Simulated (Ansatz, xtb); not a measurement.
**CH7OSi+: which of two isomers lies lower**

Structure I is `[OH2+]C[SiH3]`, a singlet and structure II is `C[OH+][SiH3]`, a singlet. Both are isolated ions in the gas phase, relaxed with B3LYP-D3(BJ)/def2-SVP; the shapes shown needn't be the lowest conformers.

I (Å):

```yaml
atoms:
  - { symbol: C, position_ang: [-0.4553, -0.0489, 0.3425] }
  - { symbol: O, position_ang: [-0.0813, 1.2724, 1.0191] }
  - { symbol: Si, position_ang: [-2.2679, -0.5438, 0.8213] }
  - { symbol: H, position_ang: [-0.7106, 2.0069, 0.8612] }
  - { symbol: H, position_ang: [0.8365, 1.5820, 0.8679] }
  - { symbol: H, position_ang: [-0.3053, 0.1046, -0.7358] }
  - { symbol: H, position_ang: [0.2972, -0.7468, 0.7326] }
  - { symbol: H, position_ang: [-3.0708, 0.6759, 0.5334] }
  - { symbol: H, position_ang: [-2.2762, -0.8892, 2.2609] }
  - { symbol: H, position_ang: [-2.5829, -1.6733, -0.0831] }
```

II (Å):

```xyz
10

C    -0.1035    1.2553    0.6530
O    -0.5417   -0.1581    0.6244
Si   -2.2746   -0.7405    0.7404
H    -0.8429    1.7931    1.2577
H     0.8796    1.2842    1.1370
H    -0.0719    1.6359   -0.3755
H     0.1417   -0.7631    0.2814
H    -2.9213   -0.1774   -0.4613
H    -2.6999   -0.1424    2.0194
H    -2.0493   -2.1981    0.7293
```

Quicker runs give these differences E(II) − E(I): GFN2-xTB −1.897 eV; HF/STO-3G −1.525 eV (at GFN2-xTB geometries); r2SCAN-D4/def2-SVP −1.187 eV (at GFN2-xTB geometries).

Task: Estimate E(II) − E(I) at the level CCSD(T)/def2-TZVP.

Result: Calculated at CCSD(T)/def2-TZVP: E(II) − E(I) = −1.270 eV, so structure II lies lower.

The same difference at several levels:

| level | geometry | E(II) − E(I) (eV) | departure from the last row (eV) | job, with rough time for the two |
| --- | --- | --- | --- | --- |
| GFN2-xTB | GFN2-xTB | −1.897 | −0.627 | optimisation, 0.79 s |
| HF/STO-3G | GFN2-xTB | −1.525 | −0.255 | single point, 1.3 s |
| r2SCAN-D4/def2-SVP | GFN2-xTB | −1.187 | +0.083 | single point, 8.2 s |
| B3LYP-D3(BJ)/def2-SVP | B3LYP-D3(BJ)/def2-SVP | −1.219 | +0.051 | optimisation, 1.9 min |
| HF/def2-TZVP | B3LYP-D3(BJ)/def2-SVP | −1.390 | −0.119 | part of the CCSD(T) run |
| MP2/def2-TZVP | B3LYP-D3(BJ)/def2-SVP | −1.313 | −0.042 | part of the CCSD(T) run |
| CCSD(T)/def2-TZVP | B3LYP-D3(BJ)/def2-SVP | −1.270 |  | single point, 76 s |

As drawn, II has 1 O–Si, 1 C–H in place of 1 C–Si, 1 O–H.

None of the levels shown reverses the order. The largest departure from CCSD(T)/def2-TZVP is that of GFN2-xTB, 0.627 eV.

With harmonic frequencies from B3LYP-D3(BJ)/def2-SVP (ideal gas, rigid rotor, one conformer each, 600 K, 1 atm): the zero-point term adds +0.009 eV; ΔH is −1.260 and ΔG −1.314 eV.

The correlated steps freeze 7 core orbitals. Run with Ansatz 0.2.0, xtb 6.7.1; the last row on 1 thread of Intel(R) Xeon(R) Processor @ 2.50GHz (Skylake/Cascade Lake) on a shared host.

Structure II is clearly favoured, and the preference is mainly electronic: the zero-point term hardly changes it. Exchanging a C–Si and an O–H bond for an O–Si and a C–H bond places electropositive silicon next to oxygen, where the strongly polar O–Si interaction can spread the positive charge onto the silyl group. II can be viewed as methanol donating to a silyl cation, whereas I is water bound to a much less stable α-silyl carbocation. The O–Si contact in II is nevertheless well beyond a normal siloxane length, as expected when protonation leaves oxygen a poorer donor, so the preference doesn't imply a robust O–Si bond.

Electron correlation trims the gap from −1.390 eV at Hartree–Fock to −1.270 eV without altering its origin. The more negative ΔG relative to ΔH indicates a higher entropy for II, probably from softer motions about the weakened O–Si link. The energy difference gives the driving force for a silyl shift from carbon to oxygen, but not its barrier.
